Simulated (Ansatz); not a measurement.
From F to I: the atomisation energy (no zero-point term)

One atom is swapped for its congeners: CHF2 (difluoromethyl radical) `F[CH]F`; CHBrF `F[CH]Br`; CHFI `F[CH]I`. The Cl member is missing. All are doublets with charge 0.

Shapes, held fixed at every level: PBE0-D4/def2-TZVP. Programs: Ansatz 0.2.0. Values in eV.

Question: How should the atomisation energy change along the series?

Answer: At CCSD(T)/def2-TZVPP the atomisation energy falls at every step, from 13.81 to 11.34 eV. Every level shows the same order. Open shells run unrestricted unless RO is named. For atoms past krypton def2 sets carry core potentials with scalar relativity. Relativity is left out for Br unless named. Correlated rows may include outer-core shells of Br, I, which these sets cover unevenly. Spin-orbit coupling, which grows down the group, is left out (summed over each molecule's free atoms 0.04, 0.17, 0.33 eV).

| level | CHF2 | CHBrF | CHFI |
| --- | --- | --- | --- |
| HF/def2-SVP | 9.90 | 8.24 | 7.63 |
| HF/def2-TZVPP | 9.76 | 8.19 | 7.65 |
| SPW92/def2-TZVPP | 17.50 | 15.14 | 14.53 |
| r2SCAN-D4/def2-TZVPP | 14.55 | 12.63 | 12.04 |
| BHLYP-D4/def2-TZVPP | 13.44 | 11.59 | 11.06 |
| CCSD(T)/def2-TZVPP | 13.81 | 11.88 | 11.34 |

Replacing one fluorine by bromine and then iodine weakens the binding, and the first substitution costs far more than the second at every level. Since the C–H bond and one C–F bond are kept throughout, the trend mainly reflects the changing carbon–halogen bond. Fluorine's compact 2p shell overlaps well with carbon, and its high electronegativity adds strong ionic character; the larger, more diffuse valence p orbitals of bromine and iodine give weaker, less polar bonds. CHF2 probably also gains from donation of fluorine lone pairs into the neighbouring C–F antibonding orbital, which one substitution diminishes.

The order is robust, but the absolute energies are not: for CHF2 they run from 9.76 eV with HF to 17.50 eV with SPW92 in the same basis, probably because electron pairing on bond formation brings correlation energy that HF omits and the local density functional exaggerates. Spin-orbit coupling should steepen the fall, as it stabilises the free heavy atoms more than the molecules. The totals don't give individual carbon–halogen dissociation energies, which also depend on relaxation of the remaining fragment.
